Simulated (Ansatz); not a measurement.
**Pressure against volume in FeCo5**

The cell was found from a structure generator's guess, not taken from experiment.

Theory: Ansatz 0.2.0, DFT PBE, scalar-relativistic, plane waves, PAW. The final run on the 6-atom cell used 420 eV, a Γ-centred 14×14×4 mesh, 0.10 eV smearing and collinear spin.

```
CELL_PARAMETERS angstrom
2.49414 0.00000 0.00000
0.00000 2.49414 0.00000
0.00000 0.00000 10.67625
ATOMIC_POSITIONS crystal
Fe 0.50000 0.50000 0.00000
Co 0.00000 0.00000 0.82710
Co 0.50000 0.50000 0.66574
Co 0.00000 0.00000 0.50000
Co 0.50000 0.50000 0.33426
Co 0.00000 0.00000 0.17290
```

The cell was set to several volumes, with shape and atoms relaxed at each where symmetry leaves them free. Pressure is positive in compression, and energies count from the lowest row. No row has a gap on its mesh.

| row | V (Å³/atom) | P (GPa) | ΔE (meV/atom) | largest moment (μB) |
| --- | --- | --- | --- | --- |
| 1 | 9.741 | 34.37 | 126.2 | 2.20 |
| 2 | 10.073 | ? | ? | ? |
| 3 | 10.405 | 14.26 | 28.0 | 2.39 |
| 4 | 10.737 | 6.53 | 6.5 | 2.48 |
| 5 | 11.069 | 0.00 | 0.0 | 2.57 |
| 6 | 11.401 | -5.42 | 5.8 | 2.65 |
| 7 | 11.733 | -10.05 | 21.9 | 2.71 |
| 8 | 12.176 | -15.17 | 57.0 | 2.77 |

**Question.** Find B = −V·ΔP/ΔV from rows 4 and 6 and from rows 1 and 3, and from the two its slope B′ and its value B0 at zero pressure.

**Answer.** Rows 4 and 6 give −(10.737 + 11.401)/2 × (-5.42 − (6.53))/(11.401 − 10.737) = 199.2 GPa at a mean pressure of 0.56 GPa. Rows 1 and 3 give −(9.741 + 10.405)/2 × (14.26 − (34.37))/(10.405 − 9.741) = 305.1 GPa at a mean pressure of 24.31 GPa. So B′ = (305.1 − 199.2)/(24.31 − (0.56)) = 4.46 and B0 = 199.2 − 4.46 × (0.56) = 196.7 GPa. A third-order Birch–Murnaghan fit to all the energies gives B0 = 198.5 GPa and B′ = 4.7.

**Question.** Estimate the pressure and energy of row 2.

**Answer.** From row 5, V0 = 11.069 × (1 + (0.00)/196.7) = 11.069 Å³/atom. Murnaghan's form P = (B0/B′)·[(V0/V)^B′ − 1] gives (196.7/4.46) × [(11.069/10.073)^4.46 − 1] = 23.06 GPa; the computed pressure is 23.43 GPa, so the estimate is off by -0.37 GPa. The work of compression from row 3, with the mean of the two pressures, gives ΔE = 28.0 + (23.06 + 14.26)/2 × (10.405 − 10.073)/160.2 × 1000 = 66.7 meV/atom (1 eV/Å³ = 160.2 GPa); the computed value is 66.7 meV/atom. Its largest moment is 2.31 μB.

Another magnetic order may lie lower. All volumes keep the k mesh of the relaxed cell. The moments change along the series, which bends the curve. A later test with randomly moved atoms came back to the same energy, though modes that don't fit the test's cell weren't probed.

FeCo5 stiffens smoothly under compression, while its largest moment, probably on Fe, falls at every step from 2.77 to 2.20 μB. Shorter metal–metal distances increase d–d overlap and broaden the d bands, so keeping the spins polarised costs more kinetic energy relative to the exchange gain. The gradual decline gives no sign of an abrupt high-spin to low-spin collapse in this range. Because the moment favours a larger volume, magnetism probably expands the lattice, and its ability to adjust softens the response compared with a fixed moment.

The exact match in energy for row 2 owes something to cancellation: the estimated pressure is too low, but averaging the end pressures overestimates the work along a convex curve. The low pressure itself suggests that a slope taken over a wide interval misses some of the initial stiffening, in line with the larger B′ from the fit. The cell is essentially an ordered stacking on an fcc-like lattice, and the compression curve doesn't show whether that order is favoured over a disordered alloy or bcc- and hcp-based arrangements.
